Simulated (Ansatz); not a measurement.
# Ligand exchange: GaH(CH3)(NH2) + Mg(CH3)(NH2) → GaH(NH2)2 + Mg(CH3)2

Species: GaH(CH3)(NH2), singlet; Mg(CH3)(NH2), singlet; GaH(NH2)2, singlet; Mg(CH3)2, singlet. The partners trade CH3 for NH2: Ga–CH3 and Mg–NH2 bonds give way to Ga–NH2 and Mg–CH3.

Shapes, held fixed at every level: PBE0-D4/def2-TZVP. Programs: Ansatz 0.2.0. Electronic energies: no zero-point or thermal term.

```json
{"level": "HF/def2-SVP", "kind": "Hartree–Fock", "ΔE (kJ/mol)": "+29.0", "less CCSD(T)/def2-TZVPP": "+1.8"}
{"level": "HF/def2-TZVPP", "kind": "Hartree–Fock", "ΔE (kJ/mol)": "+23.8", "less CCSD(T)/def2-TZVPP": "-3.4"}
{"level": "r2SCAN-D4/def2-TZVPP", "kind": "meta-GGA", "ΔE (kJ/mol)": "+28.8", "less CCSD(T)/def2-TZVPP": "+1.6"}
{"level": "wB97X-V/def2-TZVPP", "kind": "range-separated hybrid", "ΔE (kJ/mol)": "+27.0", "less CCSD(T)/def2-TZVPP": "-0.2"}
{"level": "MP2/def2-TZVPP", "kind": "perturbation theory", "ΔE (kJ/mol)": "+29.0", "less CCSD(T)/def2-TZVPP": "+1.8"}
{"level": "CCSD/def2-SVP", "kind": "coupled cluster or CI", "ΔE (kJ/mol)": "+30.0", "less CCSD(T)/def2-TZVPP": "+2.8"}
{"level": "CCSD(T)/def2-TZVPP", "kind": "coupled cluster or CI", "ΔE (kJ/mol)": "+27.2", "less CCSD(T)/def2-TZVPP": "0.0"}
```

The highest level, CCSD(T)/def2-TZVPP, gives ΔE = +27.2 kJ/mol; the levels span +23.8 to +30.0. The column of differences is taken from that level and isn't an error. No measured value is set beside it here. Relativity is left out for Ga unless named. Correlated rows may include outer-core shells of Ga, Mg, which these sets cover unevenly.

The exchange is uphill at every level, with +27.2 kJ/mol at the highest, so amide prefers magnesium and methyl prefers gallium in this pair of monomers. This fits the usual hard–soft pattern: magnesium is the more electropositive metal and gains more from a strongly polar bond to nitrogen, whereas gallium forms a comparatively covalent bond to carbon. Nitrogen lone-pair donation probably adds to the preference, since the two amides in GaH(NH2)2 must share one formally empty gallium p orbital, while the single amide in Mg(CH3)(NH2) has no such competitor.

Correlation strengthens the preference: in the larger basis, Hartree–Fock gives +23.8 kJ/mol, below all the correlated and density-functional values. The closer Hartree–Fock result in the smaller basis, +29.0 kJ/mol, therefore suggests cancellation between basis-set and correlation errors rather than a better description. The energy belongs to isolated molecules and needn't carry over to solution or the solid, where magnesium amides and alkyls commonly aggregate through bridging ligands.
